\section{Houston functions and the coupled-band equations}

\subsection{Premises and gauge}

We consider independent electrons of charge $-e$ ($e>0$) and mass $m$ in a rigid periodic potential $V(\mathbf r+\mathbf R)=V(\mathbf r)$, with spin as a passive label. The macroscopic electric field $\mathbf F$ is uniform, constant and prescribed, and there is no magnetic field. Since $\mathbf F=-\nabla\phi-\partial_t\mathbf A$, we may take $\phi=0$ and $\mathbf A(t)=-\mathbf Ft$:
\begin{equation}
H(t)=\frac{[\mathbf p+e\mathbf A(t)]^2}{2m}+V(\mathbf r).
\end{equation}
As $\mathbf A$ does not depend on $\mathbf r$, $H(t)$ commutes at all times with every lattice translation, and the translation eigenvalue $e^{i\mathbf k_0\cdot\mathbf R}$ is conserved. A state in this sector is $\psi=e^{i\mathbf k_0\cdot\mathbf r}w(\mathbf r,t)$ with $w$ lattice periodic. From $\mathbf p\,e^{i\mathbf k_0\cdot\mathbf r}w=e^{i\mathbf k_0\cdot\mathbf r}(\mathbf p+\hbar\mathbf k_0)w$ it follows that
\begin{equation}
i\hbar\,\partial_t w=\mathcal H(\mathbf k(t))\,w,\qquad
\mathcal H(\mathbf k)=\frac{(\mathbf p+\hbar\mathbf k)^2}{2m}+V,\qquad
\mathbf k(t)=\mathbf k_0+\frac{e\mathbf A}{\hbar}=\mathbf k_0-\frac{e\mathbf Ft}{\hbar}.
\label{eq:cell}
\end{equation}
$\mathcal H(\mathbf k)$ is the field-free Bloch Hamiltonian, and its argument obeys $\hbar\dot{\mathbf k}=-e\mathbf F$ without approximation. Born--von K\'arm\'an conditions quantise only $\mathbf k_0$, because $w$ is periodic for any real $\mathbf k(t)$.

\subsection{Houston basis and amplitude equations}

On one cell with periodic boundary conditions, $\mathcal H(\mathbf k)$ is self-adjoint with a discrete spectrum, $\mathcal H u_{n\mathbf k}=E_n(\mathbf k)u_{n\mathbf k}$, and the $u_{n\mathbf k}$ are complete with $\langle u_n|u_m\rangle=\delta_{nm}$ (integral over the cell). One more premise is needed: labels and phases are chosen so that each $u_{n\mathbf k}$ is differentiable along the line $\mathbf k(t)$. The Houston functions are
\begin{equation}
\psi_n=e^{-i\Phi_n(t)}e^{i\mathbf k_0\cdot\mathbf r}u_{n\mathbf k(t)}(\mathbf r),\qquad
\Phi_n(t)=\frac1\hbar\int_0^t E_n(\mathbf k(t'))\,dt'.
\end{equation}
They are instantaneous eigenfunctions of $H(t)$. The transformation $\psi'=e^{ie\mathbf A\cdot\mathbf r/\hbar}\psi$ removes $\mathbf A$ from the kinetic energy, adds $-e\dot{\mathbf A}\cdot\mathbf r=e\mathbf F\cdot\mathbf r$ to the Hamiltonian, and replaces $e^{i\mathbf k_0\cdot\mathbf r}$ by $e^{i\mathbf k(t)\cdot\mathbf r}$, which gives the accelerated Bloch state of Houston (1940). The factor is common to all bands, so the amplitudes are the same in both gauges.

Define $a_n=e^{i\Phi_n}\langle u_n|w\rangle$, so that $w=\sum_m a_me^{-i\Phi_m}u_m$, and differentiate:
\begin{equation}
\dot a_n=e^{i\Phi_n}\Big[\frac{iE_n}{\hbar}\langle u_n|w\rangle+\langle u_n|\dot w\rangle+\langle\dot u_n|w\rangle\Big].
\end{equation}
By \eqref{eq:cell} and self-adjointness, $\langle u_n|\dot w\rangle=-(iE_n/\hbar)\langle u_n|w\rangle$, which cancels the first term. In the last term completeness gives $\sum_m\langle\dot u_n|u_m\rangle a_me^{-i\Phi_m}$. The time derivative of $\langle u_n|u_m\rangle=\delta_{nm}$ gives $\langle\dot u_n|u_m\rangle=-\langle u_n|\dot u_m\rangle$, and $\dot u_m=\dot{\mathbf k}\cdot\nabla_{\mathbf k}u_m$. With
\begin{equation}
\mathbf X_{nm}(\mathbf k)=i\langle u_{n\mathbf k}|\nabla_{\mathbf k}u_{m\mathbf k}\rangle
\end{equation}
one has $\langle\dot u_n|u_m\rangle=i\dot{\mathbf k}\cdot\mathbf X_{nm}=-(ie/\hbar)\mathbf F\cdot\mathbf X_{nm}$, and so
\begin{equation}
\dot a_n=-\frac{ie}{\hbar}\sum_m\mathbf F\cdot\mathbf X_{nm}(\mathbf k(t))\,a_m
\exp\Big[\frac i\hbar\int_0^t(E_n-E_m)\,dt'\Big].
\label{eq:main}
\end{equation}
The sum runs over all bands and includes $m=n$. Under the premises, \eqref{eq:main} is exact for any field strength.

\subsection{Properties of the coupling}

\emph{Hermiticity.} The gradient of the orthonormality relation gives $\mathbf X_{nm}^*=\mathbf X_{mn}$, so \eqref{eq:main} conserves $\sum_n|a_n|^2$.

\emph{Phase freedom.} Under $u_n\to e^{i\beta_n(\mathbf k)}u_n$ the product rule gives $\mathbf X_{nm}\to e^{i(\beta_m-\beta_n)}\mathbf X_{nm}-\delta_{nm}\nabla_{\mathbf k}\beta_n$. The populations $|a_n|^2$ are unchanged, and on an open segment of the line the real diagonal element $\mathbf F\cdot\mathbf X_{nn}$, the Berry connection, can be set to zero by integrating it into $\beta_n$.

\emph{Interband elements.} Applying $\nabla_{\mathbf k}$ to $\mathcal Hu_m=E_mu_m$ and projecting on $u_n$ with $E_n\ne E_m$ gives
\begin{equation}
\mathbf X_{nm}=\frac{i\langle u_n|\nabla_{\mathbf k}\mathcal H|u_m\rangle}{E_m-E_n},
\label{eq:X}
\end{equation}
a length that grows as the gap closes. Where two bands cross on the line, labels ordered by energy are in general not differentiable. Since $\mathcal H$ is analytic in the line parameter, the branches can instead be continued analytically through the crossing, and this restores the premise.

\emph{Single-band motion.} Let $a_m=1$ initially, with the diagonal element removed. Integrating \eqref{eq:main} by parts, with $a_m$ held at unity, leaves a boundary term of modulus
\begin{equation}
\eta=\frac{|e\mathbf F\cdot\mathbf X_{nm}|}{|E_n-E_m|}
\label{eq:eta}
\end{equation}
in $a_n$. This admixture follows the field reversibly. When $\eta\ll1$ and $\mathbf k$ moves little on the scale of variation of $\mathbf X_{nm}$ and the gap during $\hbar/|E_n-E_m|$, one Houston function describes the motion.

\subsection{Graphene: a line passing a Dirac point}

Take one orthonormal $\pi$ orbital per atom, nearest-neighbour hopping $-t_0$, bond length $a$, and a position operator that is diagonal, with the atomic positions as eigenvalues. The factor $e^{i\mathbf k\cdot\mathbf r}$ then acts as a phase on each site, so the field again enters only as $\mathbf k\to\mathbf k(t)$, provided the Bloch sums carry the phases of the atomic positions. The steps leading to \eqref{eq:main} used only an equation of the form \eqref{eq:cell}, self-adjointness and completeness, and hold for the $2\times2$ matrix $\mathcal H(\mathbf k)$ on sublattices A and B. With bonds $a(0,1)$ and $a(\pm\sqrt3/2,-1/2)$ from A to B,
\begin{equation}
\mathcal H_{AB}=-t_0\Big[e^{ik_ya}+2e^{-ik_ya/2}\cos\frac{\sqrt3k_xa}{2}\Big].
\label{eq:tb}
\end{equation}
This vanishes at $\mathbf K=(4\pi/3\sqrt3a,0)$. For $\mathbf k=\mathbf K+\mathbf q$, Taylor expansion gives
\begin{equation}
\mathcal H_{AB}=\hbar v\Big[q_x-iq_y-\frac a4(q_x+iq_y)^2+\dots\Big],\qquad \hbar v=\tfrac32t_0a .
\label{eq:exp}
\end{equation}
To first order $\mathcal H=\hbar v(q_x\sigma_x+q_y\sigma_y)$. With $q_x+iq_y=qe^{i\theta}$,
\begin{equation}
E_\pm=\pm\hbar vq,\qquad u_\pm=\frac1{\sqrt2}\begin{pmatrix}e^{-i\theta/2}\\ \pm e^{i\theta/2}\end{pmatrix}.
\end{equation}
Let $\mathbf F=F\hat{\mathbf x}$ with $F>0$, fix $q_y>0$, and set $t=0$ at closest approach, so $q_x=-eFt/\hbar$ and $\theta$ rises from $0$ to $\pi$. For $n,m=\pm1$, direct differentiation gives $\langle u_n|\partial_{q_x}u_m\rangle=\tfrac i4(nm-1)\,\partial_{q_x}\theta$, and $\partial_{q_x}\theta=-q_y/q^2$. Hence
\begin{equation}
X_{\pm\pm}=0,\qquad X_{+-}=X_{-+}=\tfrac12\partial_{q_x}\theta=-\frac{q_y}{2(q_x^2+q_y^2)},
\end{equation}
as \eqref{eq:X} also gives from $\langle u_+|\sigma_x|u_-\rangle=-i\sin\theta$. The coupling is a Lorentzian of height $1/(2q_y)$ and area $\pi/2$ in modulus, whatever $q_y$. Introduce
\begin{equation}
\ell=\sqrt{\frac{\hbar v}{eF}},\qquad T=\frac\ell v,\qquad\tau=\frac tT,\qquad g=q_y\ell .
\end{equation}
Then $eFT/\hbar=1/\ell$, $q_x\ell=-\tau$, and \eqref{eq:main} becomes
\begin{equation}
\frac{da_\pm}{d\tau}=\frac{ig}{2(\tau^2+g^2)}\,e^{\pm2i\Phi}a_\mp,\qquad
\Phi=\int_0^\tau\sqrt{\tau'^2+g^2}\,d\tau',
\label{eq:two}
\end{equation}
with $\eta=g/[4(\tau^2+g^2)^{3/2}]$, whose largest value is $1/(4g^2)$. For $g\to0$ the coupling acts only within $|\tau|\lesssim g$, where $\Phi\sim g^2$ is negligible. Since $d\theta/d\tau=g/(\tau^2+g^2)$, the equations reduce to $da_\pm=\tfrac i2a_\mp d\theta$, solved by $a_-=\cos(\theta/2)$, $a_+=i\sin(\theta/2)$, and the valence electron ends wholly in the conduction band.

\subsection{Exact transition probability}

Equation \eqref{eq:two} is the Schr\"odinger equation $i\,dw/d\tau=(-\tau\sigma_x+g\sigma_y)w$ in a rotating basis, and it is solved more easily in a fixed one. Take $|1\rangle=(1,-1)^{\mathsf T}/\sqrt2$ and $|2\rangle=i(1,1)^{\mathsf T}/\sqrt2$, eigenvectors of $\sigma_x$ with eigenvalues $-1$ and $+1$ and with $\langle1|\sigma_y|2\rangle=1$. With a dot now meaning $d/d\tau$,
\begin{equation}
i\dot c_1=\tau c_1+gc_2,\qquad i\dot c_2=-\tau c_2+gc_1 .
\end{equation}
Up to phases, $|1\rangle$ equals $u_-$ at $\theta=0$ and $u_+$ at $\theta=\pi$. The interband probability is therefore $P=|c_1(\infty)|^2/|c_1(-\infty)|^2$ for the solution with $c_2(-\infty)=0$. Put $c_2=e^{-i\tau^2/2}y$. The second equation gives $c_1=e^{-i\tau^2/2}(i\dot y+2\tau y)/g$, and the first then gives
\begin{equation}
\ddot y-2i\tau\dot y+(g^2-2i)y=0 .
\label{eq:y}
\end{equation}
A solution is
\begin{equation}
y(\tau)=\int_0^{\infty e^{-i\pi/4}}s^{i\kappa}e^{iS}\,ds,\qquad S=s\tau-\frac{s^2}4,\qquad\kappa=\frac{g^2}2,
\end{equation}
with the cut of $s^{i\kappa}$ on the negative real axis. The operator in \eqref{eq:y} turns the integrand into $(-s^2+2s\tau+g^2-2i)s^{i\kappa}e^{iS}=\partial_s[-2is^{1+i\kappa}e^{iS}]$, and the bracket vanishes at $s=0$ and at the far end, where it decays as $e^{-|s|^2/4}$.

For $\tau\to-\infty$, rotate the path to the negative imaginary axis; both $e^{is\tau}$ and $e^{-is^2/4}$ decay in the sector swept. On the axis $|e^{iS}|=e^{-|s||\tau|}$, only $|s|\lesssim1/|\tau|$ contributes, $s^2/4$ drops out at leading order, and
\begin{equation}
y\to y_{\rm end}=\Gamma(1+i\kappa)(-i\tau)^{-1-i\kappa},\qquad
|y_{\rm end}|=\frac{|\Gamma(1+i\kappa)|}{|\tau|}\,e^{\kappa\arg(-i\tau)} .
\label{eq:end}
\end{equation}
Here $\arg(-i\tau)=+\pi/2$. Thus $c_2\to0$ as required, $\dot y=O(\tau^{-2})$, and $|c_1|\to2|\Gamma(1+i\kappa)|e^{\pi\kappa/2}/g$.

For $\tau\to+\infty$, deform the path into the positive imaginary axis followed by the straight line through the saddle point $s=2\tau$ in the direction $e^{-i\pi/4}$. The two pieces join at infinity in the sector $\pi/2\le\arg s\le3\pi/4$, where the integrand decays, and the cut is not crossed. The axis gives \eqref{eq:end} with $\arg(-i\tau)=-\pi/2$. On the line $S=\tau^2-(s-2\tau)^2/4$, and $|s^{i\kappa}|\to1$ near the saddle, so the Gaussian integral gives $|c_2|\to\sqrt{4\pi}$. In $c_1$ the integrand carries the factor $2\tau-s$, odd about the saddle, and the line contributes only $O(1/\tau)$. Hence $|c_1|\to2|\Gamma(1+i\kappa)|e^{-\pi\kappa/2}/g$, the ratio of the squares is $e^{-2\pi\kappa}$, and
\begin{equation}
P=|a_+(\infty)|^2=e^{-\pi g^2}=\exp\Big(-\frac{\pi\hbar vq_y^2}{eF}\Big).
\label{eq:LZ}
\end{equation}
This is the Landau--Zener formula (1932). The norm confirms it: $|\Gamma(1+i\kappa)|^2=\pi\kappa/\sinh\pi\kappa$ gives $|c_1(-\infty)|^2=4\pi/(1-e^{-2\pi\kappa})$, so the fraction found in $c_2$ at late times is $1-P$. All derivatives of $P$ with respect to $F$ vanish as $F\to0^+$, so a power series in $F$, such as the one that begins with \eqref{eq:eta}, does not contain it.

For a full valence band and an empty conduction band, states cross the line $q_x=0$ at the rate $(eF/\hbar)\,dq_y/(2\pi)^2$ per unit area. The sign of $q_y$ does not affect $P$, nor does the valley, where only the sign of the $\sigma_x$ term changes. With $\int P\,dq_y=1/\ell$, two spins and two valleys, pairs are created at the rate
\begin{equation}
\dot n=\frac{4}{(2\pi)^2}\frac{eF}{\hbar\ell}=\frac1{\pi^2\ell^2T}\propto F^{3/2}.
\label{eq:rate}
\end{equation}

\subsection{Range of validity}

Equation \eqref{eq:main} needs lattice periodicity, independent electrons, a uniform prescribed field, a differentiable basis and all bands. It survives for a field $\mathbf F(t)$ with $\mathbf A=-\int\mathbf F\,dt$, as long as the field is uniform over the region the electron explores, since only $\hbar\dot{\mathbf k}=-e\mathbf F$ was used. Disorder and phonons break the conservation of $\mathbf k_0$, and electron--electron collisions break the one-particle picture. Equation \eqref{eq:LZ} needs more.

\emph{Other bands.} In a flat sheet the $\pi$ bands are odd and the $\sigma$ bands even under reflection in the plane, so an in-plane field does not couple them. Next-nearest-neighbour hopping adds a multiple of the unit matrix and changes neither $u_\pm$ nor $E_+-E_-$. A mass term $M\sigma_z$ is off-diagonal between $|1\rangle$ and $|2\rangle$ and in quadrature with $\sigma_y$, so $g^2\to g^2+(MT/\hbar)^2$.

\emph{Lattice terms.} At fixed $k_y=q_y$, \eqref{eq:tb} equals $e^{-iq_ya/2}(\varepsilon-i\Delta)$ with $\varphi=3q_ya/2$, $\Delta=t_0\sin\varphi$ constant, and $\varepsilon=-t_0[\cos\varphi+2\cos(\sqrt3k_xa/2)]$. The prefactor is a fixed relative phase of the sublattices. At $\varepsilon=0$ the slope is $\varepsilon'=\hbar v\sqrt{1+\tfrac13\sin^2\varphi}$, so $g^2\to\Delta^2/(eF\varepsilon')=g^2(1-\varphi^2/2+\dots)$. The curvature of $\varepsilon$ adds a term $\beta\tau^2$ with $|\beta|\approx a/4\ell$ by \eqref{eq:exp}. Transposing the evolution operator reverses the order of times, and exchanging $|1\rangle$ and $|2\rangle$ then maps $\beta\to-\beta$ at fixed $P$. There is thus no term linear in $\beta$, and the relative change of the exponent is of order $a^2\max(q_y^2,\ell^{-2})$.

\emph{Time window.} Outside $|\tau|<\tau_0$ the amplitudes $a_\pm$ change only by about $\eta(\tau_0)$, so coherence must last for $2\tau_0T$ with $\eta(\tau_0)\ll1$. A passage is isolated until $\mathbf k$ reaches the next Dirac point on the line. At $k_y=0$, \eqref{eq:tb} vanishes where $\cos(\sqrt3k_xa/2)=-1/2$, that is at $\dots,2\mathbf K,\mathbf K,-\mathbf K,-2\mathbf K,\dots$, with spacings alternating between $4\pi/3\sqrt3a$ and $8\pi/3\sqrt3a$. Since \eqref{eq:rate} counts both valleys, it fails once $\mathbf k$ has moved the shorter distance $4\pi/3\sqrt3a$, after which coherent passages interfere. Net transfer is proportional to the difference of the initial occupations of the two bands, so doping suppresses it for $\hbar v|q_y|$ below the magnitude of the Fermi energy.

\subsection{Numerical illustration}

Take $a=0.142$ nm, a typical bond length, and $t_0=3.1$ eV, chosen to reproduce the typical band velocity of supported graphene, about $10^6$ m/s. Then $\hbar v=0.6603$ eV\,nm and $v=1.00\times10^6$ m/s. For $F=0.01$ V/nm ($100$ kV/cm), $\ell=8.126$ nm, $T=8.10$ fs and $\hbar/T=81$ meV.
\begin{center}
\begin{tabular}{cccccc}
$q_y$ (nm$^{-1}$) & $2\hbar vq_y$ (eV) & $|X_{+-}|_{\max}$ (nm) & $g$ & $\pi g^2$ & $P$\\ \hline
0.05 & 0.066 & 10.0 & 0.406 & 0.519 & 0.595\\
0.10 & 0.132 & 5.0 & 0.813 & 2.07 & 0.126\\
0.20 & 0.264 & 2.5 & 1.625 & 8.30 & $2.5\times10^{-4}$
\end{tabular}
\end{center}
On the middle line the coupling length reaches 35 bond lengths and $\eta$ peaks at 0.38, so one Houston function does not suffice. At $\tau_0=2$, $\eta=0.020$, and the transfer is essentially complete within $4T=32$ fs. There $\varphi=0.0213$, the local shift of the exponent is $2.3\times10^{-4}$ in relative size, and $(a/\ell)^2=3.1\times10^{-4}$. An intrinsic spin--orbit mass of at most about $0.05$ meV, a typical bound, adds $3.8\times10^{-7}$ to $g^2$. The local shift grows as $q_y^2$ and reaches $9.1\times10^{-4}$ on the bottom line, where it lowers the exponent from 8.30 to 8.29. Corrections of these sizes leave the tabulated digits of $P$ intact. The Dirac points on the line are alternately $17$ and $34$ nm$^{-1}$ apart, and the shorter distance is covered in $1.1$ ps. The model's pair-creation rate \eqref{eq:rate} is $1.9\times10^{10}$ cm$^{-2}$\,fs$^{-1}$.

Two neglected effects are larger. The velocity depends on the dielectric surroundings through the electron--electron interaction, and a 10 per cent rise in $v$ lowers $P$ on the middle line by 19 per cent, whereas $\dot n$ varies only as $v^{-1/2}$. Scattering among hot carriers typically takes tens of femtoseconds, comparable with the 32 fs passage. The tabulated $P$ and the rate are therefore values of the coherent one-electron model, and they apply to a real sheet only while the carrier density is low enough for a passage to finish between collisions.